Dear colleague,

The two components of Lyman-α in hydrogen-like magnesium, $2p_{3/2}\to1s_{1/2}$ and $2p_{1/2}\to1s_{1/2}$, end on the same level. Their difference in photon energy is therefore the $2p$ fine-structure interval and nothing else. The textbook value $mc^2(Z\alpha)^4/32$ is the first term of a series, and at $Z=12$ the second term changes it by half a per cent. I derive that term below from the Dirac equation and then set it beside the effects that the equation leaves out, one of which is half as large.

## Premises and notation

One electron of mass $m$ moves in the field of a point nucleus of charge $Ze$ that is infinitely heavy and has no spin. The radiation field is ignored. With $\alpha=e^2/(4\pi\varepsilon_0\hbar c)$ and $x=Z\alpha$ the potential energy is $V=-x\hbar c/r$. In the standard representation, with upper and lower two-component spinors $\varphi,\chi$ and Pauli matrices $\boldsymbol\sigma$, Dirac's equation of 1928 for a stationary state reads

$$c\,\boldsymbol\sigma\cdot\mathbf p\,\chi=(E-V-mc^2)\,\varphi,\qquad c\,\boldsymbol\sigma\cdot\mathbf p\,\varphi=(E-V+mc^2)\,\chi. \tag{1}$$

$E$ includes the rest energy. I write $k=j+\tfrac12$.

## Step 1: the radial equations

From $(\boldsymbol\sigma\cdot\mathbf r)(\boldsymbol\sigma\cdot\mathbf p)=\mathbf r\cdot\mathbf p+i\boldsymbol\sigma\cdot\mathbf L$ and $(\boldsymbol\sigma\cdot\hat{\mathbf r})^2=1$,

$$\boldsymbol\sigma\cdot\mathbf p=(\boldsymbol\sigma\cdot\hat{\mathbf r})\left(-i\hbar\,\partial_r+\frac{i}{r}\boldsymbol\sigma\cdot\mathbf L\right). \tag{2}$$

Let $\Omega_{\kappa}$ be a spin-angular eigenfunction of $J^2$, $J_z$ and $L^2$. On it $\boldsymbol\sigma\cdot\mathbf L/\hbar=j(j+1)-l(l+1)-\tfrac34$, which is $l$ for $j=l+\tfrac12$ and $-(l+1)$ for $j=l-\tfrac12$. Define $\kappa$ by $\boldsymbol\sigma\cdot\mathbf L\,\Omega_\kappa=-\hbar(\kappa+1)\Omega_\kappa$. Then $\kappa=-(l+1)$ in the first case, $\kappa=+l$ in the second, and $|\kappa|=k$ in both. The operator $\boldsymbol\sigma\cdot\hat{\mathbf r}$ commutes with $\mathbf J$, has odd parity and is unitary, so it carries $\Omega_\kappa$ into the function with the same $j$ and $m_j$ and the other $l$, which is $\Omega_{-\kappa}$ up to a phase. I fix that phase by $\boldsymbol\sigma\cdot\hat{\mathbf r}\,\Omega_{\pm\kappa}=-\Omega_{\mp\kappa}$.

Put $\varphi=(P/r)\,\Omega_\kappa$ and $\chi=i(Q/r)\,\Omega_{-\kappa}$. Since $(P/r)'+(\kappa+1)P/r^2=(P'+\kappa P/r)/r$, equation (2) gives

$$\boldsymbol\sigma\cdot\mathbf p\,\varphi=\frac{i\hbar}{r}\left(P'+\frac{\kappa P}{r}\right)\Omega_{-\kappa},\qquad \boldsymbol\sigma\cdot\mathbf p\,\chi=-\frac{\hbar}{r}\left(Q'-\frac{\kappa Q}{r}\right)\Omega_{\kappa},$$

the second following from the first by $\kappa\to-\kappa$ and a factor $i$. Measure length in reduced Compton wavelengths, $s=r/\lambda_C$ with $\lambda_C=\hbar/mc$, and energy as $\epsilon=E/mc^2$, so that $V/mc^2=-x/s$. Equations (1) become

$$\frac{dP}{ds}+\frac{\kappa}{s}P=\left(1+\epsilon+\frac{x}{s}\right)Q,\qquad \frac{dQ}{ds}-\frac{\kappa}{s}Q=\left(1-\epsilon-\frac{x}{s}\right)P. \tag{3}$$

## Step 2: the bound-state condition

At large $s$, (3) reduces to $P''=(1-\epsilon^2)P$. A bound state needs $|\epsilon|<1$ and decays as $e^{-\lambda s}$ with $\lambda=\sqrt{1-\epsilon^2}$. Write

$$P=e^{-\lambda s}\sum_{p\ge0}a_p s^{\gamma+p},\qquad Q=e^{-\lambda s}\sum_{p\ge0}b_p s^{\gamma+p}.$$

The coefficients of $s^{\gamma+p-1}$ in (3) are

$$(\gamma+p+\kappa)\,a_p-x\,b_p=\lambda a_{p-1}+(1+\epsilon)\,b_{p-1},$$
$$x\,a_p+(\gamma+p-\kappa)\,b_p=(1-\epsilon)\,a_{p-1}+\lambda b_{p-1}. \tag{4}$$

For $p=0$ the right sides vanish, and a non-zero solution needs a zero determinant, $\gamma^2-\kappa^2+x^2=0$. The root $-\sqrt{k^2-x^2}$ makes $\int(P^2+Q^2)\,ds$ diverge at the origin whenever $\sqrt{k^2-x^2}\ge\tfrac12$, which for $k=1$ means $x\le\sqrt3/2$, or $Z\le118$. In that range normalisation alone selects

$$\gamma=+\sqrt{k^2-x^2},\qquad b_0=\frac{\gamma+\kappa}{x}\,a_0 .$$

Define $c_p=\lambda a_p+(1+\epsilon)b_p$ and $\mu=\lambda/(1+\epsilon)$, so that $\lambda\mu=1-\epsilon$. The right sides of (4) are then $c_{p-1}$ and $\mu c_{p-1}$. For $p\ge1$ the determinant is $(\gamma+p)^2-\kappa^2+x^2=p(p+2\gamma)\neq0$, and Cramer's rule gives

$$a_p=\frac{\gamma+p-\kappa+x\mu}{p(p+2\gamma)}\,c_{p-1},\qquad b_p=\frac{\mu(\gamma+p+\kappa)-x}{p(p+2\gamma)}\,c_{p-1}.$$

In $\lambda a_p+(1+\epsilon)b_p$ the terms in $\kappa$ cancel and those in $x$ add to $(1-\epsilon)x-(1+\epsilon)x=-2\epsilon x$:

$$c_p=\frac{2\,[\lambda(\gamma+p)-\epsilon x]}{p\,(p+2\gamma)}\,c_{p-1}. \tag{5}$$

If no $c_p$ vanishes, the ratio tends to $2\lambda/p$, the ratio of the series of $e^{2\lambda s}$, and $\lambda P+(1+\epsilon)Q$ grows as $e^{+\lambda s}$ times a power. So some $c_N$ must be zero, after which all higher $a_p,b_p$ vanish. For $N\ge1$, (5) requires

$$\lambda(\gamma+N)=\epsilon x, \tag{6}$$

for either sign of $\kappa$. For $N=0$ the condition $c_0=0$ reads $\mu=-(\gamma+\kappa)/x$. As $\mu>0$ and $\gamma<k$, only $\kappa=-k$ is allowed. Then $\mu^2=(k-\gamma)^2/(k^2-\gamma^2)=(k-\gamma)/(k+\gamma)$, and since $\mu^2=(1-\epsilon)/(1+\epsilon)$ by definition, $\epsilon=\gamma/k$ and $\lambda=x/k$, which satisfies (6) with $N=0$.

Equation (6) makes $\epsilon$ positive. Squaring it and setting $n=N+k$ gives

$$\epsilon_{nk}=\left[1+\frac{x^2}{(n-\delta)^2}\right]^{-1/2},\qquad \delta=k-\sqrt{k^2-x^2}. \tag{7}$$

This is the formula Sommerfeld found in 1916, obtained from the Dirac equation by Darwin and by Gordon in 1928. It depends on $\kappa$ only through $k$, so $2s_{1/2}$ ($\kappa=-1$, $N=1$) and $2p_{1/2}$ ($\kappa=+1$, $N=1$) coincide, while $2p_{3/2}$ has $\kappa=-2$, $N=0$.

## Step 3: expansion to $x^6$

Three binomial series are needed. With $\nu=n-\delta$,

$$\epsilon=1-\frac{x^2}{2\nu^2}+\frac{3x^4}{8\nu^4}-\frac{5x^6}{16\nu^6}+O(x^8),\qquad \delta=\frac{x^2}{2k}+\frac{x^4}{8k^3}+O(x^6),$$

$$\nu^{-q}=n^{-q}\left[1+q\,\frac{\delta}{n}+\frac{q(q+1)}{2}\frac{\delta^2}{n^2}+\dots\right].$$

The factor $\nu^{-2}$ multiplies $x^2$ and is needed to $x^4$; $\nu^{-4}$ is needed to $x^2$; $\nu^{-6}$ only as $n^{-6}$. Using $\delta^2=x^4/4k^2+O(x^6)$,

$$\nu^{-2}=\frac1{n^2}+\frac{x^2}{n^3k}+x^4\left(\frac{1}{4n^3k^3}+\frac{3}{4n^4k^2}\right)+\dots,\qquad \nu^{-4}=\frac1{n^4}+\frac{2x^2}{n^5k}+\dots$$

Multiply the first by $-x^2/2$, the second by $3x^4/8$, add $-5x^6/16n^6$, and collect powers:

$$\frac{E_{nk}}{mc^2}=1-\frac{x^2}{2n^2}-x^4\left[\frac{1}{2n^3k}-\frac{3}{8n^4}\right]-x^6\left[\frac{1}{8n^3k^3}+\frac{3}{8n^4k^2}-\frac{3}{4n^5k}+\frac{5}{16n^6}\right]+O(x^8). \tag{8}$$

The $x^2$ term is the Bohr energy, which identifies $n$ as the principal quantum number. In the $x^6$ bracket the first term comes from the second term of $\delta$, the second from $\delta^2$, the third from $\delta$ acting in $\nu^{-4}$, and the last, which splits nothing, from the outer square root alone. The bracket equals $1/16$ for $1s_{1/2}$. For $n=2$ it is $(16+24-24+5)/1024=21/1024$ at $k=1$ and $(2+6-12+5)/1024=1/1024$ at $k=2$.

## Step 4: the $2p$ interval

Let $\Delta=E(2p_{3/2})-E(2p_{1/2})$. The $x^4$ bracket gives $\tfrac1{16}(1-\tfrac12)=\tfrac1{32}$, and the $x^6$ bracket gives $(21-1)/1024=5/256=\tfrac1{32}\cdot\tfrac58$.

For $n=2$ closed forms exist and supply the first neglected term. Since $\gamma^2+x^2=k^2$, (7) can be written

$$\epsilon=\frac{N+\gamma}{\sqrt{N^2+2N\gamma+k^2}}, \tag{9}$$

which gives $\epsilon=\sqrt{1-x^2/4}$ for $2p_{3/2}$ and $\epsilon=\sqrt{(1+\sqrt{1-x^2})/2}$ for $2p_{1/2}$. The first expands directly. For the second write the radicand as $1-u$ with $u=\frac{x^2}{4}+\frac{x^4}{16}+\frac{x^6}{32}+\frac{5x^8}{256}+\dots$ and use $\sqrt{1-u}=1-\frac u2-\frac{u^2}8-\frac{u^3}{16}-\frac{5u^4}{128}-\dots$ The $x^8$ parts of $u,u^2,u^3,u^4$ are $5/256$, $5/256$, $3/256$ and $1/256$, which with their weights sum to $-(320+80+24+5)/32768$. Hence

$$\epsilon_{2p_{3/2}}=1-\frac{x^2}{8}-\frac{x^4}{128}-\frac{x^6}{1024}-\frac{5x^8}{32768}-\dots,$$
$$\epsilon_{2p_{1/2}}=1-\frac{x^2}{8}-\frac{5x^4}{128}-\frac{21x^6}{1024}-\frac{429x^8}{32768}-\dots$$

The $x^6$ coefficients are those of (8), and $424/32768=\tfrac1{32}\cdot\tfrac{53}{128}$, so

$$\Delta=\frac{mc^2x^4}{32}\left(1+\frac58x^2+\frac{53}{128}x^4+\dots\right). \tag{10}$$

Of the $20/1024$, the $2p_{1/2}$ level supplies $+21$ parts and the $2p_{3/2}$ level $-1$: the correction is almost wholly a lowering of the $j=\tfrac12$ level.

## Range of validity

*As mathematics.* For complex $x$ with $|x|<k$, $\gamma$ is analytic with positive real part, so the radicand in (9) has positive real part and $\epsilon$ is analytic. The branch point of $\gamma$ at $x^2=k^2$ sets the radius of convergence, and (10) converges for $x<1$. Stopping after $5x^2/8$ leaves a relative truncation error of about $53x^4/128$, which reaches $10^{-3}$ near $Z=30$. For bismuth, $Z=83$ and $x=0.606$, the two-term form falls 5.8 per cent short of the closed forms and the one-term form 23 per cent short. There the closed forms should be used.

*As physics.* Each premise costs something. To size the costs, note that at order $x^4$ the interval is pure spin-orbit coupling, $H_{so}=(g-1)\,\frac{x\hbar c}{2m^2c^2r^3}\,\mathbf L\cdot\mathbf S$, where $g$ belongs to the electron's magnetic moment in the motional magnetic field and $-1$ to Thomas precession. The Schrödinger $2p$ function is $P=x^{5/2}s^2e^{-xs/2}/\sqrt{24}$, so $\langle s^{-3}\rangle=x^3/24$. The operator $\mathbf L\cdot\mathbf S/\hbar^2$ is $+\tfrac12$ for $j=\tfrac32$ and $-1$ for $j=\tfrac12$. The interval is $(g-1)\,mc^2x^4\cdot\tfrac12\cdot\tfrac1{24}\cdot\tfrac32=(g-1)\,mc^2x^4/32$, which for the Dirac value $g=2$ is the leading term $\Delta_4$ of (10).

1. *Anomalous moment.* Quantum electrodynamics gives $g=2(1+a)$ with $a=\alpha/2\pi$ in lowest order (Schwinger, 1948). Then $g-1=1+\alpha/\pi$ and the interval widens by $(\alpha/\pi)\Delta_4$. The remaining radiative terms of order $\alpha x^4$ are the same for both $2p$ levels; I quote this without deriving it. The ratio to the $x^6$ term is $8/(5\pi Z^2\alpha)$, which equals one at $Z=8.4$. Below that charge the $x^6$ term is the smaller of the two, and it is pointless to keep it alone. Binding corrections to the radiative shift are known to be of relative order $x^2\ln x^{-2}$; I use that as the uncertainty.

2. *Recoil.* For nuclear mass $M$, lengths scale with the inverse reduced mass and $\langle r^{-3}\rangle$ acquires the factor $1-3m/M$. The motional field follows the relative velocity $\mathbf p(1/m+1/M)$, whereas Thomas precession follows the electron's own velocity $\mathbf p/m$, so $g-1$ becomes $g-1+gm/M=1+2m/M$ for $g=2$. The net change is $-(m/M)\Delta_4$.

3. *Nuclear size.* A charge distribution of root-mean-square radius $R$ changes the potential by $\delta V$ with $\int\delta V\,d^3r=(2\pi/3)\,x\hbar c\,R^2$. The $2p_{1/2}$ level reaches the nucleus through its lower component. To leading order in $x$ the first of (3) gives $Q=\tfrac12(P'+P/s)\to\tfrac32x^{5/2}s/\sqrt{24}$, a density $3x^5/(128\pi\lambda_C^3)$ at the origin. The level rises, and the interval shrinks, by $mc^2x^6(R/\lambda_C)^2/64$.

4. *Nuclear spin and environment.* $^{24}$Mg has spin zero and no hyperfine structure. $^{25}$Mg has a nuclear spin and needs separate treatment. External and plasma fields are absent from the model.

## Mg$^{11+}$ in numbers

The constants are $\alpha^{-1}=137.036$, $mc^2=8.18711\times10^{-14}$ J $=510\,999$ eV and $\lambda_C=386.16$ fm, carried unrounded in the arithmetic. For $Z=12$,

$$x=0.0875682,\qquad x^2=7.6682\times10^{-3},\qquad x^4=5.88012\times10^{-5},$$

so $mc^2x^4=30.0474$ eV and $mc^2x^6=0.230409$ eV. The $x^6$ term of (8) lowers $1s_{1/2}$ by 14.40 meV, $2p_{1/2}$ by 4.725 meV and $2p_{3/2}$ by 0.225 meV. The relative corrections in (10) are $5x^2/8=4.7926\times10^{-3}$, or 0.48 per cent, and $53x^4/128=2.43\times10^{-5}$. As approximate nuclear inputs I take $M\approx23.98$ u, giving $m/M=2.29\times10^{-5}$, and $R\approx3.1$ fm.

| Contribution to $\Delta$ | meV | $\Delta/h$ in THz |
|---|---|---|
| $x^4$ term | 938.980 | 227.044 |
| $x^6$ term | 4.500 | 1.088 |
| $x^8$ term | 0.023 | 0.006 |
| closed forms, all orders | 943.503 | 228.138 |
| anomalous moment | 2.18 | 0.527 |
| recoil | −0.021 | −0.005 |

The first four rows are properties of the Dirac-Coulomb problem, and their digits describe that problem only. Its interval is $1.5117\times10^{-19}$ J, and the form truncated at $x^6$ gives 943.480 meV. The anomalous moment is 0.48 of the $x^6$ term, so adding the one without the other removes only about two thirds of the shortfall of $\Delta_4$. The $x^8$ term and recoil nearly cancel. Nuclear size takes off $2.3\times10^{-7}$ eV and can be dropped. With $x^2\ln x^{-2}=0.037$ the binding corrections to the radiative shift are of order 0.08 meV, and two-loop terms have the scale $(\alpha/\pi)^2\Delta_4=0.005$ meV. Both the $x^8$ term and recoil lie below the first of these.

For the spectrometer, (7) puts the two lines at 1473 eV and 1472 eV, near 842 pm. I give no more digits because the $1s$ level carries a radiative shift whose leading-logarithm scale, $(4\alpha/3\pi)\,mc^2x^4\ln x^{-2}$, is 0.45 eV, a fraction $3.1\times10^{-4}$ of the photon energy. That shift cancels in the energy difference. In the wavelength difference $hc\,\Delta/(E_1E_2)$, where $E_1,E_2$ are the two photon energies, it survives as twice that fraction. The $x^6$ term is $3.1\times10^{-6}$ of the photon energy, or 2.6 fm in wavelength. It is also narrower than either line. The non-relativistic dipole rate is $A=\tfrac49\alpha\omega^3D^2/c^2$, with $\hbar\omega=\tfrac38mc^2x^2$ and radial integral $D=\tfrac{128\sqrt6}{243}\lambda_C/x$, so $\hbar A=(2/3)^8\alpha\,mc^2x^4=8.6$ meV, a full Lorentzian width of 2.1 THz before any Doppler or instrumental broadening. To see the $x^6$ term you must place the two centroids, relative to each other, to a small fraction of the natural width.

Adding the last three rows of the table, the model's interval for $^{24}$Mg$^{11+}$ is $\Delta=945.7$ meV, uncertain by about one unit in the last digit through the uncomputed radiative terms. That is $1.515\times10^{-19}$ J, 228.7 THz, or a wavelength separation of 0.541 pm, of which the $(Z\alpha)^6$ term supplies 4.5 meV.